**Q:** I have six results for the atomization energy of GeH₂Si, but the labels have come off. Can the values alone tell me which method is which?

Atomization energy of GeH₂Si (neutral singlet, PBE0/def2-TZVP geometry), computed with Ansatz 0.2.0 and an in-house AFQMC program (afq 1). The basis is cc-pVTZ except at levels marked CBS (basis limit); wave-function methods use an RHF determinant for the molecule and frozen cores. The best estimate is CCSD(T) at the basis limit plus the step to CCSDT(Q). Candidates: B3LYP, CCSD(T)/CBS, B2PLYP, ph-AFQMC/HF, PBE0, HF/CBS.

```
row  this level less the best estimate at the basis limit (meV)  statistical noise, one standard error (meV)
  A                                                      -223.0                                       29.000
  B                                                      -226.0                                        0.000
  C                                                      -247.0                                        0.000
  D                                                     -3736.0                                        0.000
  E                                                      -304.0                                        0.000
  F                                                       -31.0                                        0.000
```

**A:** Some of them can. The molecule is planar, with one hydrogen bridging silicon and germanium and the other bound to germanium only. A negative error means that a method binds the atoms too weakly, compared with a calculated best estimate rather than with experiment. Which row would you settle first?

**Q:** Row A, because it is the only one with statistical noise. Its error of -223 meV would not have helped me, since row B has almost the same.

**A:** Right. Auxiliary-field quantum Monte Carlo, AFQMC, samples the wave function by random walks, and the other five candidates are deterministic. Row A is ph-AFQMC/HF, where "ph" stands for the phaseless constraint that keeps the walks stable and "HF" for the single determinant that guides them.

**Q:** Row D is wrong by several eV. That must be Hartree–Fock.

**A:** Yes, and the reason is chemical. Hartree–Fock lets each electron feel only the average field of the others. In the separate silicon and germanium atoms the two outer p electrons have parallel spins, and the exclusion principle already keeps them apart. In the bonds they share space with electrons of opposite spin, and only correlation lets these avoid one another. The molecule therefore loses more than the atoms do when correlation is left out, here about 41 % of the whole atomization energy.

**Q:** Could that large error come from the basis instead?

**A:** The label HF/CBS means the limit of a complete basis, so no basis error should be left. In the finite basis, cc-pVTZ, Hartree–Fock has an error of -3800 meV, only 64 meV from row D. A better basis cannot supply the correlation that the method leaves out.

**Q:** Row F, at -31 meV, is by far the best. I would give it to CCSD(T)/CBS, but only because coupled cluster has a good name.

**A:** There is a firmer reason. The best estimate is CCSD(T) at the basis limit plus a step to CCSDT(Q), which treats triple excitations fully and adds quadruple ones. In cc-pVTZ the two levels have errors of -415 and -383 meV, so the step is 32 meV. CCSD(T)/CBS must fall short by just this step, and row F does. This fixes the label, but it is no independent test of accuracy, because the agreement is built into the reference.

**Q:** That leaves B, C and E for PBE0, B3LYP and B2PLYP. All three bind too weakly, by similar amounts.

**A:** Then ask what sets one of them apart. All three mix in exact exchange, but B2PLYP also takes about 27 % of an MP2-type correlation energy. Such a correlation energy needs a large basis, because the wave function has a sharp cusp where two electrons meet, and smooth orbital products describe it poorly. These functionals were run in cc-pVTZ but are judged against the basis limit, so B2PLYP should carry an extra basis error.

**Q:** Can I estimate how large it is?

**A:** Use MP2 itself. Its error goes from -570 meV in cc-pVTZ to -175 meV at the limit, a gain of 395 meV. Of this, 64 meV belongs to the Hartree–Fock part, and B2PLYP takes 27 % of the rest:

$$0.27\times(395-64)\ \text{meV}\approx 90\ \text{meV}.$$

If the three functionals were otherwise equally good, B2PLYP would lie lowest by roughly 0.1 eV.

**Q:** Row E is lowest, 57 meV below C and 78 meV below B. So E is B2PLYP?

**A:** Probably. The estimate has the right sign and size, and nothing was fitted to reach it. But it covers only the basis error, while the gaps also contain the different faults of the functionals themselves. B2PLYP has more exact exchange than the other two, for example, and this may weaken its binding as well. It also borrows the basis error of ordinary MP2, although B2PLYP uses orbitals of its own.

**Q:** And B and C?

**A:** I would leave them open. They differ by 21 meV, less than the basis shift of Hartree–Fock alone, and I know no argument that orders PBE0 and B3LYP so finely for this molecule. So A, D and F are sure, E is likely, and B and C are a coin toss. Here are the labels.

The rows with their labels:

```
         level  this level less the best estimate at the basis limit (meV)  statistical noise, one standard error (meV)
            HF                                                     -3800.0                                        0.000
           MP2                                                      -570.0                                        0.000
          CCSD                                                      -719.0                                        0.000
       CCSD(T)                                                      -415.0                                        0.000
         CCSDT                                                      -418.0                                        0.000
      CCSDT(Q)                                                      -383.0                                        0.000
   ph-AFQMC/HF                                                      -223.0                                       29.000
 ph-AFQMC/CISD                                                      -398.0                                        5.000
released AFQMC                                                      -387.0                                        4.000
        HF/CBS                                                     -3736.0                                        0.000
       MP2/CBS                                                      -175.0                                        0.000
   CCSD(T)/CBS                                                       -31.0                                        0.000
           PBE                                                        51.0                                        0.000
        r2SCAN                                                        67.0                                        0.000
          PBE0                                                      -226.0                                        0.000
         B3LYP                                                      -247.0                                        0.000
       wB97M-V                                                      -153.0                                        0.000
        B2PLYP                                                      -304.0                                        0.000
```

**Q:** E was B2PLYP, and B is PBE0. But PBE, the simpler functional, has an error of only +51 meV. Why does adding exact exchange make things worse?

**A:** PBE0 replaces a quarter of PBE's exchange by exact exchange, and this alone lowers the atomization energy by 277 meV. A likely explanation is that approximate exchange, which looks only at the density nearby, imitates part of the correlation between electrons at the two ends of a bond. Exact exchange removes that help. The effect should be strong where a single determinant describes the bonding poorly, and here the restricted Hartree–Fock determinant is indeed unstable.

**Q:** So PBE is the better functional for this molecule?

**A:** The table doesn't show that. PBE already binds too strongly in cc-pVTZ, and a larger basis would probably strengthen the binding further, as it does for Hartree–Fock, MP2 and CCSD(T). Its small error may owe something to the unfinished basis.

**Q:** Row A puzzles me too. Is ph-AFQMC/HF, at -223 meV, really better than CCSDT(Q), at -383 meV?

**A:** No, two errors partly cancel. Both were run in cc-pVTZ, and there ph-AFQMC/HF binds more strongly than CCSDT(Q) by 160 meV, over five times its noise. For the molecule alone the two total energies agree within the noise, so the excess must come from separate atoms whose energies are too high. A hydrogen atom has one electron and no correlation to get wrong, which points to silicon and germanium. With a better guiding wave function, in ph-AFQMC/CISD, the difference from CCSDT(Q) shrinks to 15 meV. The differences are printed below the text.

**Q:** Does an error of 0.2 eV matter in practice?

**A:** It can. Silicon–germanium films for transistors are grown from hydride gases, and small fragments of this kind may form on the way. If such an error survived in a reaction energy, it would change an equilibrium constant about tenfold at 900 K.

**Q:** Then how should I read such a table next time?

**A:** Compare methods within one basis first, and only then ask how far that basis is from its limit. Here CCSDT(Q) in cc-pVTZ looks worse than every functional in the table, although its error counts entirely as a basis error, because the best estimate stands for CCSDT(Q) at the basis limit.

The analysis program printed:

```
hidden rows with statistical noise (count): 1
hidden rows with errors between -320 and -200 meV (count): 4
HF, basis limit less cc-pVTZ (meV): 64
share of the atomization energy missing in HF at the limit (percent): 41.5
step from CCSD(T) to CCSDT(Q) in cc-pVTZ (meV): 32
error of CCSD(T) at the limit expected from that step (meV): -32
CCSD(T), basis limit less cc-pVTZ (meV): 384
MP2, basis limit less cc-pVTZ (meV): 395
correlation part of the MP2 basis step (meV): 331
rough extra basis error of B2PLYP from its MP2 share (meV): 89.37
PBE0 less B3LYP (meV): 21
B3LYP less B2PLYP (meV): 57
PBE0 less B2PLYP (meV): 78
PBE0 less PBE, effect of a quarter of exact exchange (meV): -277
r2SCAN less PBE (meV): 16
ph-AFQMC/HF less PBE0 (meV): 3
ph-AFQMC/HF less CCSDT(Q), same basis (meV): 160
the same in standard errors of the noise: 5.517
ph-AFQMC/CISD less CCSDT(Q), same basis (meV): -15
released AFQMC less CCSDT(Q), same basis (meV): -4
molecule alone, ph-AFQMC/HF energy less CCSDT(Q) energy (meV): 6.9
atoms together, ph-AFQMC/HF energy less CCSDT(Q) energy, inferred (meV): 166.9
```
